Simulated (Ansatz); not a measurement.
# How methods differ on C2F2 (SMILES FC#CF)

C2F2: 4 atoms, total charge 0, spin state singlet. SMILES: `FC#CF`. The shape is that of a PBE0-D4/def2-TZVP optimisation. The run starts from this shape.

Each level gives the adiabatic ionisation energy (to the doublet cation, no zero-point term) (eV). The values are calculated.

| level | kind | program | value (eV) | CPU time (all runs) |
| --- | --- | --- | --- | --- |
| HF/STO-3G | Hartree–Fock | Ansatz | 8.38 | 2 s |
| HF/3-21G | Hartree–Fock | Ansatz | 10.74 | 3.7 s |
| HF/6-31G* (Cartesian functions) | Hartree–Fock | Ansatz | 9.97 | 5.2 s |
| PBE/def2-SVP | GGA | Ansatz | 10.58 | 45 s |
| B3LYP/6-31G* (Cartesian functions) | global hybrid | Ansatz | 10.65 | 62 s |
| MP2/6-31G* (Cartesian functions) | perturbation theory | Ansatz | 10.84 | 11 s |

The values span 8.38 to 10.84 eV. Without the sets that lack polarisation functions the rows with a basis span only 9.97 to 10.84 eV. CPU times are rough (shared hosts, several kinds of processor): they show what a rung costs within a factor of a few.

With the 6-31G* basis held fixed, the ionisation energy rises from 9.97 eV in Hartree–Fock to 10.65 eV with B3LYP and 10.84 eV with MP2. The electron most likely leaves the degenerate π HOMO, which is C≡C bonding and C–F antibonding through mixing with the fluorine lone pairs. Ionisation breaks up a correlated π pair, so Hartree–Fock, which omits that pair's correlation energy, places the neutral too high relative to the cation.

The Hartree–Fock values also change strongly and non-monotonically with basis. The very low STO-3G result probably reflects a minimal valence space too rigid to describe the electron-rich neutral. The 3-21G value lies close to the correlated results, but this suggests cancellation between basis error and missing correlation rather than a better description of ionisation. The closeness of PBE and B3LYP does not isolate the effect of exact exchange, because their basis sets differ too. Nor is the basis-set limit of the correlated values established, as neither MP2 nor either functional is repeated in a larger basis.
